**Q.** When I load a dot one electron at a time I see a steady charging step with occasional jumps. In this PBEsol series for a spherical dot, what is the steady step?

Spherical dot with a hard wall at radius 1.79 bohr* and a central point charge of 2 e, in spin-polarised Kohn-Sham PBEsol with m-averaged shells (radks radial solver with Libxc; * marks effective atomic units). Levels are named by radial order and filled greedily, so a lower state can be missed. Chemical potential is E(N)-E(N-1), addition energy E(N+1)+E(N-1)-2E(N).

```csv
electrons,chemical potential (hartree*),unpaired electrons,rms radius (bohr*),highest eigenvalue (hartree*),highest level,addition energy (hartree*)
1,-1.832,1,0.7150,-1.318,1s up,n/a
2,-0.5059,0,0.7646,-0.04195,1s down,3.297
3,2.791,1,0.8894,3.144,1p up,0.7258
4,3.516,2,0.9502,3.894,1p up,0.7596
5,4.276,3,0.9885,4.660,1p up,1.015
6,5.291,2,1.017,5.638,1p down,0.7087
7,6.000,1,1.039,6.366,1p down,0.7370
8,6.737,0,1.056,7.109,1p up,2.552
9,9.289,1,1.065,9.720,2s up,0.8733
10,10.16,2,1.086,10.51,1d up,0.7019
11,10.86,3,1.103,11.22,1d up,n/a
14,n/a,6,1.141,13.44,2s up,n/a
15,13.93,5,1.151,14.27,1d down,n/a
17,n/a,1,1.177,15.59,1d down,n/a
18,15.94,0,1.185,16.29,1d up,0.8285
19,16.77,1,1.183,17.22,2s up,1.095
20,17.87,0,1.180,18.33,2s up,2.421
21,20.29,1,1.188,20.62,1f up,0.6771
22,20.96,2,1.196,21.30,1f up,0.6784
23,21.64,3,1.203,21.98,1f up,0.6793
24,22.32,4,1.210,22.66,1f up,0.6800
25,23.00,5,1.216,23.34,1f up,0.6804
26,23.68,6,1.221,24.02,1f up,0.6807
27,24.36,7,1.227,24.70,1f up,0.8712
28,25.23,6,1.232,25.57,1f down,0.6704
29,25.90,5,1.237,26.24,1f down,0.6718
30,26.58,4,1.241,26.91,1f down,0.6728
31,27.25,3,1.245,27.58,1f down,0.6735
32,27.92,2,1.249,28.26,1f down,0.6741
33,28.60,1,1.253,28.93,1f down,0.6745
34,29.27,0,1.257,29.61,1f up,3.170
35,32.44,1,1.261,32.77,1g up,0.6623
36,33.10,2,1.265,33.43,1g up,0.6628
37,33.77,3,1.269,34.10,1g up,0.6632
38,34.43,4,1.273,34.76,1g up,0.6635
39,35.09,5,1.277,35.42,1g up,0.6637
40,35.76,6,1.280,36.09,1g up,0.6638
41,36.42,7,1.283,36.75,1g up,n/a
```

**A.** The chemical potential $\mu(N)$ is the cost of electron $N$, and the addition energy is $A(N)=\mu(N+1)-\mu(N)$. Starred units are effective atomic units, and positive energies reflect the wall, which still confines the electrons. A level such as 1p is the first of its angular momentum $l$ and holds $2l+1$ electrons per spin. Where electrons $N$ and $N+1$ enter the same shell with the same spin, $A$ stays between 0.66 and 0.76 hartree\*.

Electrostatics gives this size without a fit. Charge $N$ spread evenly in a sphere of radius $R$ has energy $3N^2/5R$. The second difference of $N^2$ is 2, and for a fixed density profile the attraction to the central charge is linear in $N$ and drops out, so $A=6/5R=6/(5\times1.79)=0.670$. Relative to this, the half-shell means lie within 1.3% for 1f and 1g and up to 11% higher for 1p. The close match may owe something to cancellation between outlying charge, exchange and relaxation, which is a guess. The flatness of 1f and 1g is partly built in: averaging over $m$ removes multiplets and deformation, so it says nothing against them in your device.

**Q.** Which rows jump, and by how much?

**A.** I interpolated a background linearly between the same-shell rows (row 2 lies before the first of them and takes the value of row 3) and call the remainder the excess; the printed analysis after this text lists every break. The four large excesses are 2.57, 1.83, 1.74 and 2.50 at 2, 8, 20 and 34 electrons. Each has no unpaired electron, and the next row opens a new level, so these are shell closures: the new electron pays charging plus a level gap. Smaller excesses, 0.14 to 0.41, fall at 5, 9, 18, 19 and 27.

**Q.** Can I get the closure peaks from a particle in a spherical box?

**A.** Roughly at 34, the one closure where no s level is involved. The levels are $x^2/2R^2$, with $x$ a zero of the spherical Bessel function. For 34 electrons the gap from 1f to 1g is $10.45-7.62=2.83$, so $A\approx0.67+2.83=3.50$ against 3.170, about 10% above the table value. Nothing was fitted, to this row or any other.

With an s level the box fails in one direction. The excess is 0.96 above the box gap at 2 (leaving 1s), 1.18 below it at 8 (entering 2s), 0.83 below at 18 (entering 2s) and 0.28 above at 20 (leaving it). All four signs mean that s lies lower, relative to its neighbours, than in the box. Theory supplies the reason: only s waves have no centrifugal barrier and a finite density at the central charge, which lowers them more than p, d or f. The repulsion of the other electrons is strongest at the centre and works against this as $N$ grows, which fits 2s being the highest level at 14 although 1d was highest at 10 and 11.

**Q.** Is that why 18 shows so little, although 1d closes there?

**A.** Yes. In the box 2s lies 0.98 above 1d; here the excess at 18 is about 0.14, so the two nearly form one shell that closes at 20. Most of even that excess is the stronger self-repulsion of compact 2s (see row 19 below) and not a gap: the eigenvalue offsets at 18 and 19, 0.35 and 0.45, account for 0.80 of $A=0.8285$. The configurations are inferred from level, spin and radius. The growth of $N\langle r^2\rangle$ ($\langle r^2\rangle$ is the squared rms radius) marks the orbital filled: about 1.3 bohr\*² at 9, 19 and 20, against 1.6 to 1.7 for 1d. A compact 2s electron therefore pulls the rms radius down from 1.185 to 1.180 between 18 and 20. From 15 to 17 the growth is 3.68, near the 3.74 estimated for two 1d electrons plus a transfer from 2s to 1d and well above the 3.37 without transfer. So 2s appears to fill at 9, empty by 17 and refill. With levels this close, the table alone cannot exclude a lower configuration.

**Q.** And the bumps at 5, 19 and 27?

**A.** There the number of unpaired electrons peaks and the next electron flips spin. At 5 and 27 this is Hund's rule; at 19 the single 2s orbital leaves no choice, the Pauli principle forces the flip, and the pair count that follows does not apply. Let $J$ be the repulsion per pair in a shell and $K$ the exchange gain per parallel pair. Each parallel electron meets one more partner than the last, so $A=J-K$. At half filling the last up electron gained $2lK$ and the first down electron gains nothing, so $A=J+2lK$, an excess of $(2l+1)K$. The excesses 0.281 and 0.196 give $K\approx0.09$ for 1p and 0.03 for 1f, loose numbers because $m$-averaged PBEsol does not count pairs. Rows 12, 13 and 16 are absent, so half-filled row 14 has no addition energy. Between 11 and 15 the chemical potential climbs 0.28 more than four background steps, as a flip at 14 would demand, though the sum cannot place it.

Row 19 mixes two effects, and the eigenvalues separate them. By Janak's theorem the highest eigenvalue is the slope of the energy with occupation, so it exceeds $\mu$ by half the curvature. For the same-shell rows, twice the offset is 0.98 to 1.00 of $A$ on average per half shell. At 19 twice the offset is 0.90, so compact 2s repels itself more than the background of 0.68 assumes, and only about 0.20 of $A=1.095$ remains for the spin flip.

**Q.** Should I then read peak positions off the eigenvalues?

**A.** No. The exact functional would make eigenvalue and $\mu$ coincide; here the eigenvalue is 0.33 to 0.51 too high in every row that has both. This is the self-interaction error of semilocal functionals, plain for one electron (−1.318 against −1.832). Energy differences are the safer guide.

**Q.** How sure is 34, and what would another dot do?

**A.** In the box 2p lies 1.14 below 1g, yet it is never filled. The growth of 1.93 at 35 shows an outer orbital, so the run did choose 1g. The repulsion of 34 electrons raises the compact 2p, which could put 1g first, but it must outweigh both that gap and the pull of the central charge. I have not computed whether it does, the table does not list the empty 2p level, and 2s ends up lowered on balance in this dot. The greedy search may therefore have missed a lower state with 2p filled. In that case the energy at 35, and perhaps at later rows, is too high, and so is the peak of 3.170 at 34. A closure at 34 would still be likely, since 2p lies 1.69 above 1f in the box, but its height is less sure than the match with the 1g gap suggests. A run with 2p occupied at 35 would settle it.

Without the central charge, theory puts 1d before 2s, so the irregularity at 9 should vanish and 18 should become a strong closure. A larger charge would lower 2s further, move a closure towards 10 and bring 2p in earlier. In a wider dot the box gaps fall as $1/R^2$ and charging only as $1/R$, so the closure peaks at larger $N$ should sink towards the background. The one at 2 should keep standing out, because the central charge binds the 1s pair at any width.

Printed output of the fit:

```
Energies in hartree*, r^2 in bohr*^2; A rounded to 0.0005 or better, mu above 10 to 0.005
largest |A - (mu(N+1)-mu(N))| = 0.0082; mu(2)-mu(1) = 1.326
empty-sphere levels: 1s 1.54, 1p 3.15, 1d 5.18, 2s 6.16, 1f 7.62, 2p 9.31, 1g 10.45
empty-sphere mean r^2: 1s 0.91, 1p 1.20, 1d 1.41, 2s 1.03, 1f 1.56, 2p 1.11, 1g 1.68
uniform sphere 6/5R = 0.6704; surface charge 1/R = 0.5587; empty 1g - 2p = 1.14
Same-shell rows: A first, A last, rise, mean vs 6/5R, mean 2(eps-mu)/A
 1p up N=3-4: 0.7258 0.7596 +0.0338 +10.8% 0.98
 1p down N=6-7: 0.7087 0.7370 +0.0283 +7.8% 0.99
 1d up N=10-10: 0.7019 0.7019 +0.0000 +4.7% 1.00
 1f up N=21-26: 0.6771 0.6807 +0.0036 +1.3% 1.00
 1f down N=28-33: 0.6704 0.6745 +0.0041 +0.4% 1.00
 1g up N=35-40: 0.6623 0.6638 +0.0015 -1.1% 1.00
Breaks: A, interpolated background, excess, A/background, comparison
 N=2 1s->1p: 3.297 0.726 +2.571 4.54; empty gap +1.61, excess - gap +0.96
 N=5 1p->1p: 1.015 0.734 +0.281 1.38; spin flip, excess per unpaired electron 0.094
 N=8 1p->2s: 2.552 0.725 +1.827 3.52; empty gap +3.01, excess - gap -1.18
 N=9 2s->1d: 0.873 0.714 +0.160 1.22; empty gap -0.98, excess - gap +1.14
 N=18 1d->2s: 0.829 0.684 +0.145 1.21; empty gap +0.98, excess - gap -0.83
 N=19 2s->2s: 1.095 0.682 +0.413 1.61; spin flip, excess per unpaired electron 0.413
 N=20 2s->1f: 2.421 0.679 +1.742 3.56; empty gap +1.46, excess - gap +0.28
 N=27 1f->1f: 0.871 0.676 +0.196 1.29; spin flip, excess per unpaired electron 0.028
 N=34 1f->1g: 3.170 0.668 +2.502 4.74; empty gap +2.83, excess - gap -0.33
other empty gaps: 1p->1d 2.03, 1d->1f 2.44, 1f->2p 1.69
sum of A(11..14) = 3.07, background 2.79, summed excess +0.28 (+-0.01)
sum of A(15..17) = 2.01, background 2.07, summed excess -0.06 (+-0.01)
eps-mu: smallest 0.33, largest 0.514 at N=1
eps-mu at N=1 0.51, N=2 0.46, N=8 0.37, N=9 0.43, N=15 0.34, N=18 0.35, N=19 0.45, N=20 0.46, N=34 0.34
2(eps-mu) for 2s: N=9 0.86, N=19 0.90, N=20 0.92; A(19) - 2(eps-mu)(19) = 0.20 (+-0.02)
Increment of N<r^2> on adding electron N (+- rounding), empty-sphere value
 N=3 1p: 1.20 +-0.00, empty 1.20
 N=8 1p: 1.36 +-0.02, empty 1.20
 N=9 2s: 1.29 +-0.02, empty 1.03
 N=10 1d: 1.59 +-0.02, empty 1.41
 N=15 1d: 1.65 +-0.03, empty 1.41
 N=18 1d: 1.73 +-0.04, empty 1.41
 N=19 2s: 1.31 +-0.04, empty 1.03
 N=20 2s: 1.26 +-0.05, empty 1.03
 N=21 1f: 1.79 +-0.05, empty 1.56
 N=35 1g: 1.93 +-0.09, empty 1.68
15->17 increment 3.68 +-0.04; two 1d 3.37; two 1d plus 2s->1d 3.74
radius change 18->19 -0.002, 19->20 -0.003, 20->21 +0.008 bohr*
```
